**Question: How thick must the silicon be for the MSM capacitance formula to hold?**

For an interdigitated metal-semiconductor-metal photodiode I keep finding

$$C_0=\frac{A}{w+s}\,\varepsilon_0(1+\varepsilon_r)\frac{K(k)}{K(k')},\qquad k=\tan^2\frac{\pi w}{4(w+s)},\quad k'=\sqrt{1-k^2},$$

said to hold for a "thick, depleted substrate". My fingers and gaps are 100 nm wide, and the Si may be an SOI film of about that thickness. Where does "thick" enter, and what do I lose if the film is 100 nm?

---

**Answer**

"Thick" means thick compared with $P/2\pi$, where $P=w+s$ is the pitch. The first correction falls off as $e^{-2\pi d/P}$ with film thickness $d$. For $w=s=d=100$ nm on oxide the model gives about $-3.6\,\%$. Two other neglected terms have a similar size and the opposite sign, and they are given at the end.

**Conventions**

The fingers have zero thickness, are infinitely long and lie in the plane $y=0$, centred at $x=jP$, alternately at $\pm V/2$, with air above. I use $\eta=w/P$, $\theta=\pi x/P$, and $K(k)=\int_0^{\pi/2}d\psi/\sqrt{1-k^2\sin^2\psi}$ with the modulus as argument, likewise $E(k)$. $C'$ is the capacitance per gap and per unit finger length, so $C=AC'/P$. If each finger carries charge $\pm Q$ per unit length, then $C'=Q/2V$, because each finger borders two gaps. Depleted Si is a dielectric for small signals, since its fixed space charge does not respond.

**Where the assumption enters**

With two half-spaces, a potential even in $y$ has no normal field in the gaps, so it meets the interface condition for any $\varepsilon_r$. The half-spaces decouple and add as $1+\varepsilon_r$. The unit cell is the strip $0<x<P/2$, $y>0$, with no normal field at $x=0$ and zero potential at $x=P/2$. The map $t=\sin(\pi z/P)$ with $z=x+iy$ sends the strip to a quadrant. The half finger goes to $0<t<k_0$ with $k_0=\sin(\pi\eta/2)$, and the zero-potential plane goes to $t>1$. The elliptic integral of the first kind of $t/k_0$ with modulus $k_0$ sends the quadrant to a parallel-plate rectangle of width $K_0=K(k_0)$ and height $K_0'=K(\sqrt{1-k_0^2})$. Two such cells are in series across a gap:

$$C_0'=\varepsilon_0(1+\varepsilon_r)\frac{K_0}{2K_0'}.\tag{1}$$

Landen's transformation with $k=(1-k_0')/(1+k_0')=\tan^2(\pi\eta/4)$, where $k_0'=\cos(\pi\eta/2)$, gives $K(k)/K(k')=K_0/2K_0'$, which is your formula.

Thickness entered twice: the strip was taken to be semi-infinite, and the two sides were taken to be mirror images. A second interface at depth $d$ spoils both, and a conformal map no longer solves the problem. The thick-substrate charge density is still useful. The derivative of the map gives, on the finger at $x=0$,

$$\sigma_0(x)=\frac{B}{\sqrt{k_0^2-\sin^2\theta}},\qquad Q=\frac{2PBK_0}{\pi}.\tag{2}$$

**The layered problem in Fourier space**

The charge changes sign under $x\to x+P$, so $\sigma=\sum_{n\ \mathrm{odd}}\sigma_n\cos q_nx$ with $q_n=n\pi/P$. Let the Si end at depth $u=d$ on a thick medium of permittivity $\varepsilon_b$. In the film harmonic $n$ varies as $e^{-q_nu}+\rho\,e^{q_n(u-2d)}$, and below it as $e^{-q_nu}$. Continuity of potential and normal displacement at $u=d$ gives $\rho=(\varepsilon_r-\varepsilon_b)/(\varepsilon_r+\varepsilon_b)$. A conducting plane at the mean potential of the two combs is $\rho=-1$. Gauss's law at the surface then gives

$$\phi_n=\frac{\sigma_n}{\varepsilon_0q_n(1+\varepsilon_rg_n)},\qquad g_n=\frac{1-\rho\,\xi^{n}}{1+\rho\,\xi^{n}},\qquad \xi=e^{-2\pi d/P}.\tag{3}$$

This is exact, and the thick substrate is $g_n=1$. Relative to the thick case the potential of harmonic $n$ is multiplied by $1+\gamma_n$, with

$$\gamma_n=\frac{1+\varepsilon_r}{1+\varepsilon_rg_n}-1=\frac{2\rho\,\varepsilon_r}{1+\varepsilon_r}\,\xi^{n}+O(\xi^{2n}).\tag{4}$$

**First correction**

The energy per finger and unit length is $U=QV/4=Q^2/8C'$, and also $U=\tfrac{P}{4}\sum_n\sigma_n\phi_n$. By Thomson's theorem the true density minimises $U$ at fixed $Q$. Inserting $\sigma_0$ therefore gives $1/C'$ correct to first order in the $\gamma_n$, and it gives an upper bound on $1/C'$.

The harmonics are $\sigma_n=(2/P)\int_{\rm finger}\sigma_0\cos n\theta\,dx$. Using $k_0^2-\sin^2\theta=(\cos2\theta-\cos\pi\eta)/2$, this is the Mehler–Dirichlet integral for Legendre polynomials $P_m$, so $\sigma_{2m+1}=2B\,P_m(\cos\pi\eta)$. For $n=1$ it is elementary, since $\int_{-k_0}^{k_0}dt/\sqrt{k_0^2-t^2}=\pi$ gives $\sigma_1=2B$. With $B=\pi Q/2PK_0$,

$$\frac1{C'}\le\frac{2\pi}{\varepsilon_0(1+\varepsilon_r)K_0^2}\sum_{m\ge0}\frac{P_m^2(\cos\pi\eta)}{2m+1}\,(1+\gamma_{2m+1}).$$

For $\gamma_n=0$ the bound is an equality and must reproduce (1), which means $\sum_m P_m^2/(2m+1)=K_0K_0'/\pi$. Multiplying by $C_0'$,

$$\frac{C_0}{C}\le1+\frac{\pi}{K_0K_0'}\sum_{m\ge0}\frac{P_m^2(\cos\pi\eta)}{2m+1}\,\gamma_{2m+1}.\tag{5}$$

The term $m=0$ is of order $\xi$, and the next harmonic starts at $\xi^3$. The first correction is therefore

$$\boxed{\frac{C-C_0}{C_0}=-\frac{2\pi}{K_0K_0'}\,\frac{\varepsilon_r}{1+\varepsilon_r}\,\frac{\varepsilon_r-\varepsilon_b}{\varepsilon_r+\varepsilon_b}\,e^{-2\pi d/P}+O(e^{-4\pi d/P})}\tag{6}$$

The exponent is $2q_1d$: the fundamental decays on the way down to the interface and again on the way back. A low-permittivity layer lowers $C$, and a conductor raises it.

**Second order: the charge redistributes**

To see how far (6) can be trusted, keep only $\gamma_1$ but let the charge move. The interface adds a potential $a\cos\theta$ at the surface. A density $\delta\sigma$ with no net charge per finger must cancel it, so its thick-substrate potential on the finger is a constant minus $a\cos\theta$. The analytic field $\mathcal F=E_x-iE_y$ for $y>0$ must have $E_x=-aq_1\sin\theta$ on the fingers, be real in the gaps and decay upwards. With $\theta\to\pi z/P$, these conditions and inverse-square-root edges are met by

$$\mathcal F=-aq_1\left[\sin\theta+\frac{b-\sin^2\theta}{\sqrt{\sin^2\theta-k_0^2}}\right],$$

where the root tends to $\sin\theta$ at large $y$. Zero net charge fixes $b=1-E_0/K_0$ with $E_0=E(k_0)$. At large $y$ the bracket tends to $(b-k_0^2/2)/\sin\theta\to-2i(b-k_0^2/2)e^{i\theta}$, while a potential $\delta\phi_1\cos q_1x\,e^{-q_1y}$ has $\mathcal F=-iq_1\delta\phi_1e^{i\theta}$. Hence

$$\delta\phi_1=-\beta a,\qquad\beta=2-\frac{2E_0}{K_0}-k_0^2 .$$

Self-consistency reads $a=\gamma_1(\phi_1^{(0)}-\beta a)$, where $\phi_1^{(0)}$ is the thick-substrate fundamental of $\sigma_0$, so $a=\gamma_1\phi_1^{(0)}/(1+\beta\gamma_1)$. Now multiply the condition of constant finger potential by $\sigma_0$ and integrate. By reciprocity the potential of $\delta\sigma$ drops out, because $\sigma_0$ makes the fingers equipotentials in the thick geometry and $\delta\sigma$ is neutral. What remains is $Q\,\delta V/2=a\sigma_1P/2$, and therefore

$$\frac{C_0}{C}=1+\frac{\pi}{K_0K_0'}\,\frac{\gamma_1}{1+\beta\gamma_1}+O(\xi^3).\tag{7}$$

One limit is exactly solvable and tests this. For $\varepsilon_r\to\infty$ and $\rho=-1$ the cell is a rectangle $P/2$ by $d$. The map $t=\mathrm{sn}(2K(\kappa)z/P,\kappa)$, with $z$ now measured into the Si and $K(\kappa')/K(\kappa)=2d/P$, sends the side $x=P/2$ and the bottom, both at zero potential, to $t>1$. Only the finger edge moves, to $k_0\to\mathrm{sn}(\eta K(\kappa),\kappa)$. For $\eta=1/2$ and $d=P/2$ one has $\kappa'=1/\sqrt2$ and squared modulus $1/(1+\kappa')$, so $C/C_0=1.0822$. Equation (7) gives 1.0822 and (6) gives 1.0790.

**Numbers for Si with 100 nm fingers**

Take $w=s=100$ nm, so $P=200$ nm and $\eta=1/2$. The static dielectric constant of Si is $\varepsilon_r=11.7$ (compiled value, Ioffe Institute, 300 K). For the buried SiO$_2$ I use the typical $\varepsilon_b\approx3.9$, which makes $\rho=0.50$. Then $k=0.1716$, $K(k)/K(k')=1/2$, $K_0=K_0'=1.8541$, $\pi/K_0K_0'=0.9139$ and $\beta=0.0431$.

The thick-substrate value is $C_0'=6.35\,\varepsilon_0$, or $C_0/A=0.281$ fF/µm². A p-i-n diode with the same 100 nm drift length has $\varepsilon_0\varepsilon_r/s=1.036$ fF/µm², so the ratio is 0.271. The fingers pass only the fraction $s/(w+s)=0.5$ of the light in ray optics, which is itself crude for a grating finer than the wavelength. Per unshadowed area the ratio is then 0.543.

Equation (6) becomes $(C-C_0)/C_0=-0.842\,e^{-2\pi d/P}$, with decay length $P/2\pi=31.8$ nm.

| $d$ (nm) | $\xi$ | Eq. (6), % | Eq. (7), % | $C/A$ from (7), fF/µm² |
|---|---|---|---|---|
| 50 | 0.2079 | −17.5 | −16.0 | 0.236 |
| 100 | 0.0432 | −3.64 | −3.57 | 0.271 |
| 150 | 0.00898 | −0.756 | −0.753 | 0.279 |
| 200 | 0.00187 | −0.157 | −0.157 | 0.281 |

As a test at $d=50$ nm, expand the density in $T_{2j}(v)/\sqrt{1-v^2}$, with Chebyshev polynomials $T_{2j}$, $v=2x/w$ and $j=0$ to 3, and minimise $U$ with every $g_n$ kept. This gives $C/C_0=0.840$, the same as (7) to better than one part in $10^4$. The correction falls below 1 % at $d=(P/2\pi)\ln(0.842/0.01)=141$ nm, or $0.71P$. At $d=100$ nm the ratio to the p-i-n value moves from 0.271 to 0.262. The shadowing factor does not depend on $d$.

Three remarks on what lies at depth $d$:

- The oxide must be thick in the same sense. For an assumed thickness $b_{\rm ox}=1$ µm the handle wafer enters this mode through $e^{-2\pi b_{\rm ox}/P}\approx2\times10^{-14}$.
- If the film is not depleted down to the oxide, and a mobile carrier sheet at the buried interface follows the signal, then $\rho\to-1$. At $d=100$ nm the correction becomes $+7.3\,\%$ from (6) and $+7.6\,\%$ from (7). The sign thus depends on the state of that interface.
- On bulk Si the depletion edge plays the part of the conductor. For an assumed doping $N=10^{15}$ cm$^{-3}$ and band bending $\psi_s=1$ V, the depth is $D=\sqrt{2\varepsilon_0\varepsilon_r\psi_s/eN}=1.14$ µm and $e^{-2\pi D/P}\approx3\times10^{-16}$.

**Terms that rival the correction**

*Common mode.* Everything above is the antisymmetric mode, which is what two terminals see when any conductor underneath floats. Suppose instead that the substrate conducts and is tied to the grounded comb. The potentials $(V,0)$ split into $\pm V/2$ plus a common $V/2$. The two modes have opposite symmetry under $x\to x+P$, so their energies add, and $C=C_{\rm odd}+C_{\rm even}/4$. The even mode contains a uniform harmonic, which decays only as an inverse thickness:

$$\frac{A}{C_{\rm even}}\simeq\frac1{\varepsilon_0}\left[\frac{d}{\varepsilon_r}+\frac{b_{\rm ox}}{\varepsilon_b}+\frac{P}{\pi}\frac{\ln(1/k_0)}{1+\varepsilon_r}\right].$$

The last term is the crowding of field lines onto the fingers. It follows from the potential $\operatorname{Re}\operatorname{arcosh}(\sin\theta/k_0)$, which vanishes on every finger and tends to $(\pi/P)\,y+\ln(1/k_0)$ far away, while the non-uniform harmonics see $1+\varepsilon_r$ as in (3) with $g_n=1$. For $d=100$ nm and $b_{\rm ox}=1$ µm the three lengths are 8.5, 256.4 and 1.7 nm, $C_{\rm even}/A=0.0332$ fF/µm², and a quarter of it is $+3.0\,\%$ of $C_0$. For the bulk example, with $D$ in place of $d$ and no oxide, it is about $+8\,\%$. The neutral substrate acts as a conductor only below $1/(2\pi\varepsilon_0\varepsilon_r\varrho)$, which is 15 GHz for an assumed resistivity $\varrho=10$ Ω cm. So for a grounded substrate "thick" is a power-law condition, much more demanding than the exponential one.

*Metal thickness.* Give the fingers a height $t_m$ above the Si. Cut the gaps along the planes $y=0$ and $y=t_m$ and drop continuity of the potential across the cuts. By Dirichlet's principle this can only lower the capacitance at fixed voltage. For a thick substrate the three pieces are the Si part of (1), the air part of (1) and a parallel-plate slot, so $C'\ge C_0'+\varepsilon_0t_m/s$. An assumed $t_m=30$ nm adds at least $4.7\,\%$.

*Finite array.* A 10 µm × 10 µm device has 50 pitches, and the model gives $C_0=28$ fF. The outer fingers and the finger tips contribute at relative order $P/10\ \mu\mathrm{m}=2\,\%$. Bus bars and probe pads lie outside the model altogether. As typical knowledge and not as a measurement, they add several to tens of fF, so the terminal capacitance of so small a device can exceed the model's value by tens of per cent or more.

For the finger field itself, then, the model's thin-film correction on oxide is $-3.6\,\%$ at $d=100$ nm, where the metal height and a grounded handle wafer each offset most or all of it. At $d=50$ nm it is $-16\,\%$ and outweighs both, and (7) is the expression to use in place of $C_0$.